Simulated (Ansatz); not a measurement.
A series in volume per atom on NbRu3

Results calculated with Ansatz 0.2.0, not measured. Periodic Kohn-Sham DFT of a crystal at fixed atoms; pressure and stress are positive in compression; the energy is the free energy less that of spherical unpolarised free atoms; site moments are those in the method's own spheres, positive along +z.

Cell of the first row (space group Pm-3m, No. 221):
```
cell vectors (Å)
   3.8008     0.0000     0.0000
   0.0000     3.8008     0.0000
   0.0000     0.0000     3.8008
atoms (fractions of the cell vectors)
Nb  0.00000  0.00000  0.00000
Ru  0.00000  0.50000  0.50000
Ru  0.50000  0.00000  0.50000
Ru  0.50000  0.50000  0.00000
```

Settings of every row: method frozen-core PAW; functional LDA; relativity scalar; k mesh 9x9x9; filling fermi-dirac; smearing width 0.05 eV; wave cutoff 420 eV; paw set soft_2.

Atom start moment: 0 on all atoms.

Limits: PAW files made with PBE.

| row | volume per atom (Å³) | pressure (GPa) |
| --- | --- | --- |
| 1 | 13.727 | 6.92 |
| 2 | 14.019 | 0.08 |
| 3 | 14.311 | -6.025 |
| 4 | 14.457 | -8.826 |
| 5 | 14.603 | -11.472 |
| 6 | 14.749 | ? |
| 7 | 14.895 | -16.328 |
| 8 | 15.187 | -20.653 |
| 9 | 15.479 | -24.499 |

Question: what pressure should row 6 give?

Worked fit of pressure. Take u = (V_r/V)^(2/3) − 1 with V_r = 14.53 Å³ an atom, which is twice the finite (Eulerian) strain; such expansions in the strain, on which the Birch-Murnaghan equation of state is built, carry the rest volume and the bulk modulus. The shown rows have u = 0.03863, 0.02416, 0.01018, 0.00336, -0.00334, -0.0164, -0.02905, -0.0413. Least squares give pressure = −10.1683 + 394.866 × u + 1195.05 × u² + 877 × u³ GPa; a parabola predicts inner rows, each left out in turn, worse (root mean square 0.014 against 0.0024 GPa). The rows lie off it by 0.001, -0.002, -0.001, 0.002, 0.002, -0.001, -0.001, 0.001. The pressure vanishes at u = 0.0240, or V = 14.02 Å³ an atom, and there the bulk modulus at fixed shape and fractions is B = −V dP/dV = (2/3)(1 + u) dP/du = 310 GPa. The withheld row has u = -0.00992, so the fit gives −10.1683 + 394.866 × (-0.00992) + 1195.05 × (-0.00992)² + 877 × (-0.00992)³ = -13.969 GPa.

The calculation gave -13.97 GPa. The fit lies 0.001 GPa (0.0032 % of the column's range) above it, one unit of the last digit.
